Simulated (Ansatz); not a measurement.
# Si: energy less free atoms and pressure against volume per atom

Periodic Kohn-Sham DFT of a crystal at fixed atoms; pressure and stress are positive in compression; the energy is the free energy less that of spherical unpolarised free atoms; site moments are those in the method's own spheres, positive along +z. The results are calculated, by Ansatz 0.2.0.

Cell of the first row (space group Fd-3m, No. 227):
```
CELL_PARAMETERS angstrom
0.00000 2.66000 2.66000
2.66000 0.00000 2.66000
2.66000 2.66000 0.00000
ATOMIC_POSITIONS crystal
Si 0.50000 0.50000 0.50000
Si 0.75000 0.75000 0.75000
```

Settings of every row: method all-electron LAPW; functional LDA; relativity scalar; k mesh 11x11x11; filling fermi-dirac; smearing width 0.08 eV; basis error target 0.25 meV/atom; nucleus gaussian.

Atom start moment: 0 on all atoms.

Limits of some rows: small gap, it may come from the mesh (row 1, 2).

| row | volume per atom (Å³) | energy less free atoms (eV/atom) | pressure (GPa) |
| --- | --- | --- | --- |
| 1 | 18.822 | -5.9412 | 4.784 |
| 2 | 18.832 | -5.9415 | 4.723 |
| 3 | 19.222 | ? | ? |
| 4 | 19.423 | -5.9525 | 1.363 |
| 5 | 19.623 | -5.9536 | 0.339 |
| 6 | 20.023 | -5.952 | -1.554 |
| 7 | 20.224 | -5.9495 | -2.427 |
| 8 | 20.424 | -5.946 | -3.254 |
| 9 | 20.624 | -5.9414 | -4.038 |
| 10 | 20.824 | -5.9359 | -4.78 |
| 11 | 21.225 | -5.9222 | -6.148 |

Question: what energy less free atoms and pressure should row 3 give?

Worked fit of energy less free atoms. Take u = (V_r/V)^(2/3) − 1 with V_r = 20.123 Å³ an atom, which is twice the finite (Eulerian) strain; such expansions in the strain, on which the Birch-Murnaghan equation of state is built, carry the rest volume and the bulk modulus. The shown rows have u = 0.04557, 0.0452, 0.02388, 0.01692, 0.00333, -0.00333, -0.00985, -0.01626, -0.02257, -0.03492. Least squares give energy less free atoms = −5.95091 − 0.3736 × u + 12.87 × u² eV/atom; a straight line predicts inner rows, each left out in turn, worse (root mean square 0.008 against 3.3e-05 eV/atom). The rows lie off it by 0.0000, 0.0000, 0.0000, -0.0001, 0.0000, 0.0000, 0.0000, 0.0000, 0.0000, 0.0000. Its lowest point lies at u = 0.0145, or V = 19.69 Å³ an atom, and the curvature there gives the bulk modulus at fixed shape and fractions, B = (4/9)(1 + u)² E″(u)/V = 95.8 GPa. The withheld row has u = 0.03101, so the fit gives −5.95091 − 0.3736 × (0.03101) + 12.87 × (0.03101)² = -5.9501 eV/atom.

The calculation gave -5.9501 eV/atom. The fit meets it to the printed digit.

Worked fit of pressure. Take u = (V_r/V)^(2/3) − 1 with V_r = 20.123 Å³ an atom, which is twice the finite (Eulerian) strain; such expansions in the strain, on which the Birch-Murnaghan equation of state is built, carry the rest volume and the bulk modulus. The shown rows have u = 0.04557, 0.0452, 0.02388, 0.01692, 0.00333, -0.00333, -0.00985, -0.01626, -0.02257, -0.03492. Least squares give pressure = −1.9941 + 131.647 × u + 368.54 × u² + 147 × u³ GPa; a parabola predicts inner rows, each left out in turn, worse (root mean square 0.0028 against 0.0017 GPa). The rows lie off it by 0.000, 0.000, 0.001, -0.001, -0.002, 0.001, 0.001, 0.000, -0.001, 0.000. The pressure vanishes at u = 0.0146, or V = 19.69 Å³ an atom, and there the bulk modulus at fixed shape and fractions is B = −V dP/dV = (2/3)(1 + u) dP/du = 96.4 GPa. The withheld row has u = 0.03101, so the fit gives −1.9941 + 131.647 × (0.03101) + 368.54 × (0.03101)² + 147 × (0.03101)³ = 2.447 GPa.

The calculation gave 2.444 GPa. The fit lies 0.003 GPa (0.027 % of the column's range) above it; its largest miss of a shown row is 0.002 GPa.
